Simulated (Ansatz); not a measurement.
# The polar optical mode of BN, worked through

Level of theory: Ansatz 0.2.0, DFT LDA, scalar-relativistic, plane waves, PAW. Settings: 420 eV plane-wave cutoff, Γ-centred 12×12×12 mesh, fixed occupations. No spin polarisation. Phonons by linear response, acoustic sum rule imposed.

The cell, relaxed at this level:
```
B N
1.0
     0.00000    1.79027    1.79027
     1.79027    0.00000    1.79027
     1.79027    1.79027    0.00000
B N
1 1
Direct
  0.00000 0.00000 0.00000
  0.75000 0.75000 0.75000
```

Linear response gives ν_TO = 1068.0 cm⁻¹, Born charges ±1.878 e (positive on B) and ε∞ = 4.566. The primitive cell holds 11.476 Å³, and the masses are 10.810 and 14.007 amu.

**Question.** Find ν_LO and the static dielectric constant.

**Answer.** The long-wave field adds a restoring force: ω_LO² − ω_TO² = Z*²e²/(ε_vac ε∞ μV). In these units ν_LO² − ν_TO² = 4.92064×10⁷ Z*²/(μ V ε∞) cm⁻², with μ = m₁m₂/(m₁ + m₂) = 6.101 amu: 542939 cm⁻². So ν_LO = √(1068.0² + 542939) = 1297.5 cm⁻¹, and the run gives 1297.5. Lyddane–Sachs–Teller then gives ε0 = ε∞ (ν_LO/ν_TO)² = 6.74, against 6.74 in the run (it forms both from the same three quantities, so the match checks the arithmetic only). Between ν_TO and ν_LO the dielectric function is negative and an undamped crystal reflects fully: a reststrahlen band from 7.7 to 9.4 μm.

**Question.** What do the Clausius–Mossotti polarisability and the Szigeti charge come to?

**Answer.** With the Lorentz local field, α = (3V/4π)(ε∞ − 1)/(ε∞ + 2) = 1.49 Å³ for the pair, and e_S = 3Z*/(ε∞ + 2) = 0.86 e. The Born charge includes the electrons' response to the dipole's own local field, and e_S takes that enhancement out. The Lorentz field assumes point-like polarisable ions, a poor picture once ε∞ is this large, since the electron clouds then overlap or are shared, so both numbers are formal here.

**Question.** How strongly does a slow electron couple to the LO mode?

**Answer.** For one isotropic parabolic band, Fröhlich's constant is α_F = (1/ε∞ − 1/ε0) √(m* Ry/ħω_LO), with Ry = 13.606 eV, ħω_LO = 160.9 meV and m* in free-electron masses: α_F = 0.0706 × 9.20 × √m* = 0.65 √m*. The band mass isn't part of this run; for m* = 0.1, 0.3 and 1 it gives 0.21, 0.36, 0.65. In weak coupling the polaron lies α_F ħω_LO below the band edge (57 meV at m* = 0.3) with a mass m*(1 + α_F/6); past α_F of about 5 or 6 that expansion fails. A semilocal functional's ε∞ tends to be too large, which taken alone lowers α_F.

Cubic BN emerges as a stiff, mainly covalent crystal with a distinctly polar optical mode. Light atoms and short, strong sp³ bonds put ν_TO at 1068.0 cm⁻¹, while nitrogen's greater electronegativity gives the bond its polarity. The Born charge of 1.878 e is well below the formal ionic valence, yet the small cell and low reduced mass turn it into a wide LO–TO splitting.

That splitting shouldn't be read as a sign of a soft or strongly ionic lattice. In the static response the mass cancels, leaving the dynamical charge set against the bond-stretching force constant, and the stiff bonds let the ions raise the dielectric constant only from 4.566 to 6.74. The same small ionic share of the screening, together with the high phonon energy, keeps the Fröhlich coupling weak for all the masses tried. For real carriers these values are only a guide, since cubic BN has anisotropic conduction valleys at X and a degenerate valence-band top.
